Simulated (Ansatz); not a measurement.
**Ligand exchange: CH2FI + BH2(OH) → CH3FO + BH2I**

Species: CH2FI `FCI`, singlet; BH2(OH), singlet; CH3FO `OCF`, singlet; BH2I `BI`, singlet. The partners trade I for OH: C–I and B–OH bonds give way to C–OH and B–I.

Shapes, held fixed at every level: PBE0-D4/def2-TZVP. Flexible molecules stand in one conformer, not always the lowest. Programs: Ansatz 0.2.0. The zero-point and thermal change to 298 K, harmonic and unscaled (PBE0-D4/def2-TZVP), is -0.1 kJ/mol.

| level | kind | ΔH(298 K) (kJ/mol) | less CCSD(T)/def2-TZVPP | CPU time (sum over the molecules) |
| --- | --- | --- | --- | --- |
| HF/def2-SVP | Hartree–Fock | +43.8 | -17.6 | – |
| r2SCAN-D4/def2-TZVPP | meta-GGA | +64.9 | +3.5 | 14 s |
| B3LYP-D4/def2-TZVPP | global hybrid | +70.9 | +9.5 | 4.7 min |
| wB97X-V/def2-TZVPP | range-separated hybrid | +62.3 | +0.9 | 20 s |
| B2PLYP/def2-TZVPP | double hybrid | +67.3 | +5.9 | 12 s |
| MP2/def2-SVP | perturbation theory | +61.4 | 0.0 | – |
| CCSD(T)/def2-SVP | coupled cluster or CI | +58.0 | -3.4 | 5.1 s |
| CCSD(T)/def2-TZVPP | coupled cluster or CI | +61.4 | 0.0 | 41 s |

The highest level, CCSD(T)/def2-TZVPP, gives ΔH(298 K) = +61.4 kJ/mol; the levels span +43.8 to +70.9. The column of differences is taken from that level and isn't an error. No measured value is set beside it here. For atoms past krypton def2 sets carry core potentials with scalar relativity. Correlated rows may include outer-core shells of I, which these sets cover unevenly. Times are processor times on shared x86 and Arm servers, and rough.

The exchange is clearly endothermic at every level, so enthalpy favours keeping OH on boron and iodine on carbon. The main reason is the B–O bond: it is strongly polar, and an oxygen lone pair donates into the empty boron p orbital. Iodine, with its diffuse valence p orbitals and lower electronegativity, replaces neither contribution well. Fluoromethanol gains some anomeric stabilisation from oxygen lone-pair donation into the C–F antibonding orbital, but this evidently does not make up for the loss at boron.

In the smaller basis, correlation raises the enthalpy from +43.8 kJ/mol with Hartree–Fock to +58.0 with CCSD(T), probably because it stabilises the compact, partly π-bonded B–O unit more than the bonds that replace it. The exact match of MP2/def2-SVP with the highest level therefore looks like a cancellation between its treatment of correlation and its small basis. The overall enthalpy alone cannot separate boron π bonding from the anomeric effect or from differences in σ-bond strength.
